Sliding all antimony atoms of GaSb₃ by a tenth of an ångström against the gallium costs about a hundredth of an electronvolt per four-atom cell, less than half the thermal energy $k_\mathrm{B}T$ at room temperature. The force that opposes the shift is then about 0.2 eV/Å. The questions below follow the table from top to bottom and then turn to its last column.

GaSb₃ in the D0₃ structure (conventional a = 7.296 Å, four-atom cell), with all Sb atoms shifted along Cartesian [010] and Ga and the cell fixed. Ansatz 0.2.0, plane-wave PAW, PBE+D3(BJ), scalar-relativistic, no spin polarisation, cutoff 420 eV, 12×12×12 k mesh, Gaussian smearing 0.15 eV. Free energies are relative to the undisturbed cell; pressure is positive in compression.

```tsv
displacement (Å)	energy change (eV a cell)	force along direction (eV/Å summed over the moved atoms)	pressure (GPa)
-0.2	0.036	0.361	0.66
-0.1	0.009	0.178	0.45
0	0.000	0.000	0.38
0.025	0.001	-0.044	0.38
0.05	0.002	-0.089	0.40
0.075	0.005	-0.133	0.42
0.125	0.014	-0.223	0.49
0.15	0.020	-0.269	0.54
0.175	0.027	-0.315	0.59
```

### Rows −0.2 and −0.1: why does half the shift cost a quarter of the energy?

Between these rows the energy change falls from 0.036 to 0.009 eV, a factor of four, while the force only halves. A spring does the same. If $x$ is the displacement and $k$ the stiffness, the force is $F=-kx$, and the work done against it is $E=kx^2/2$. The force measures the slope of the energy curve, and the stiffness measures how fast that slope changes.

### Row 0: does zero force prove that the antimony sits in a minimum?

It does not. In the undisturbed crystal each atom sits at a site so symmetric that no direction is preferred, so the force would vanish even on top of a hump between two wells. The evidence comes from the neighbouring rows: the energy rises on both sides, and the force always points back to zero. There is therefore no double well along this line within the range scanned. The undisturbed crystal has space group Fm-3m; the shift lowers the symmetry of all other rows to I4mm.

Symmetry also makes a shift to the left equivalent to one to the right, so $E$ can contain only even powers of $x$. That the crystal as a whole is stable does not follow. Here all antimony atoms move together and the cell is held fixed, whereas a real instability could use another pattern of motion or a change of cell shape.

### Rows 0.025 to 0.075: which column gives the stiffness?

As printed, the force column does. At 0.025 Å the printed energy change of 0.001 eV would give $k=2E/x^2=3.2$ eV/Å², but the rounding of that one digit alone allows an error of 1.6 eV/Å². The force in the same row gives $0.044/0.025=1.76$ eV/Å², with a rounding error of only 0.02.

The reason is that energy shrinks with the square of the shift and force only with its first power. Close to the minimum the printed energy therefore runs out of digits first. This is a limit of the three decimals in the table, not of the calculation: the unrounded energy of this row, 0.00055291 eV, gives $k=1.77$ eV/Å². At 0.2 Å its rounding error has dropped to a little over one per cent of the stiffness, and the energy column becomes useful again.

### Rows 0.125 to 0.175: does the spring stay a spring?

Almost. The next term that symmetry allows gives $F=-kx-qx^3$, where $q$ measures the hardening. Fitted to the forces of all nine rows, this yields $k=1.77$ eV/Å² and $q\approx0.85$ eV/Å⁴; the second number rests on the last digits of the forces and gives only the rough size. At a shift of 0.2 Å the ratio of force to displacement is then only about 2 % above its value near zero. The crystal is a metal, and this small term depends on the smearing. Between 0.025 and −0.2 Å, $2E/x^2$ rises from 1.77 to 1.79 eV/Å² for the free energy but from 1.75 to 1.79 eV/Å² for the energy extrapolated to zero smearing, so the hardening nearly doubles.

Summing the force along the path gives the energy, $E=kx^2/2+qx^4/4$. For the last row, $x=0.175$ Å, the first term is $1.77\times0.0306/2=0.0271$ eV and the second about 0.0002 eV. Together they make 0.027 eV, as the table has it. The force of this row was part of the fit but its energy was not, so the agreement shows that the two columns are consistent; it does not explain where the stiffness comes from.

### What would change if the gallium moved instead?

The energy would be the same. Only the position of one set of atoms relative to the other matters, and moving the gallium to the left is the same distortion as moving all the antimony to the right. The total force on the antimony and the force on the gallium are equal and opposite.

Turning the shift to another direction would not change $k$ either, because a cubic crystal has the same quadratic stiffness in all directions. The small hardening term may differ.

### Which antimony atoms hold the gallium in place?

Two of the three antimony atoms in the cell have gallium neighbours at 3.16 Å; the third has its nearest gallium at 3.65 Å. The short contacts look like the natural source of the stiffness. The forces on the single atoms say otherwise: at a shift of 0.05 Å the distant antimony carries 64 % of the total.

Since all antimony atoms move together, their mutual distances stay fixed, and each of these forces comes from the shift relative to gallium. The number of neighbours explains only part of the difference. A near antimony has four gallium neighbours and the distant one has six, which with equal springs would make the distant atom 1.5 times as stiffly held. The calculation gives a factor of about 3.5. Counted per contact, as if each were a simple spring along the bond, the longer one is thus more than twice as stiff, with the influence of gallium atoms farther away lumped in. The hardening, on the other hand, comes from the near atoms: between 0.05 and −0.2 Å their ratio of force to displacement rises from 0.32 to 0.34 eV/Å², while that of the distant atom slips from 1.134 to 1.123 eV/Å².

Why the longer contact is stiffer, the forces do not tell. Gallium and the distant antimony alternate along straight lines parallel to the cube edges, where p orbitals can overlap head-on. That overlap alone is no explanation, because it can act either way. A strong bond usually resists a change of length, which would stiffen the spring. But a shift along such a line makes the contacts alternately shorter and longer, and with partly filled p bands this pattern can lower the electronic energy and so soften the spring. Deciding between the two would take an analysis of the bonding.

### Last column: what would change if the cell were larger?

The pressure rises by 0.28 GPa between no shift and −0.2 Å, and it grows with the square of the shift. A displaced crystal stores energy $kx^2/2$. If the spring softens on expansion, the crystal can release some of that energy by growing, and so it pushes outwards.

The size of the softening follows from the definition of pressure, $P=-\mathrm{d}E/\mathrm{d}V$, where $V$ is the cell volume. When the cell expands, the shift is stretched along with it, which costs some energy, so the added pressure is

$$\Delta P=-\frac{x^2}{2}\left(\frac{\mathrm{d}k}{\mathrm{d}V}+\frac{2k}{3V}\right).$$

With the computed growth of the pressure, one per cent more volume lowers $k$ by about 5 %. This is a derived value, since no second volume was calculated.

This sensitivity to volume limits how far the stiffness can be trusted. The undisturbed cell already carries 0.38 GPa, for a reason the data do not reveal. If that pressure is real and the bulk modulus is roughly 50 GPa, an assumed value, letting the cell relax would soften the spring by some 4 %, of the size of the hardening over the whole scan or larger. Spin–orbit coupling, which matters for antimony, is also left out, and its effect on $k$ is unknown. The fits and estimates are printed below.

The practical rule is to take a stiffness at small shifts from the forces, or from energies kept to enough digits, and to settle the cell volume and, in a metal, the smearing before trusting it to better than a few per cent.

Output of the analysis:

```
fit of force_along_direction on 9 rows: coefficient of displacement -1.772 +/- 0.002, coefficient of displacement**3 -0.8531 +/- 0.067; rms 0.000245, worst 0.025 -0.000318, leave-one-out rms 0.000414
fit of pressure on 9 rows: constant 0.3799 +/- 0.0013, coefficient of displacement**2 6.984 +/- 0.067; rms 0.00237, worst 0.025 0.00431, leave-one-out rms 0.00308
stiffness k from the forces, eV/A^2: 1.772
rise of force/displacement from zero to 0.2 A by the fit, percent: 1.926
energy at -0.2 A predicted from the forces, meV: 35.78
energy at -0.2 A computed, meV: 35.79
largest miss of the predicted energies, meV: 0.008342
error of k at 0.025 A from rounding the energy to 0.001 eV, eV/A^2: 1.6
error of k at 0.025 A from rounding the force to 0.001 eV/A, eV/A^2: 0.02
error of k at 0.2 A from rounding the energy, eV/A^2: 0.025
force/displacement of each near Sb at 0.05 A, eV/A^2: 0.32
force/displacement of each near Sb at -0.2 A, eV/A^2: 0.3415
force/displacement of the far Sb at 0.05 A, eV/A^2: 1.134
force/displacement of the far Sb at -0.2 A, eV/A^2: 1.123
share of the far Sb in the total force at 0.05 A, percent: 63.92
effective constant per near contact (4 Ga around each near Sb), eV/A^2: 0.24
effective constant per far contact (6 Ga around the far Sb), eV/A^2: 0.567
far over near constant per contact: 2.362
shortening of the closest near contacts at 0.2 A shift, A: 0.1111
pressure added at -0.2 A, GPa: 0.28
percent change of k for one percent more volume: -5.443
change of k if the residual pressure were released at 50 GPa bulk modulus, percent: -4.136
```
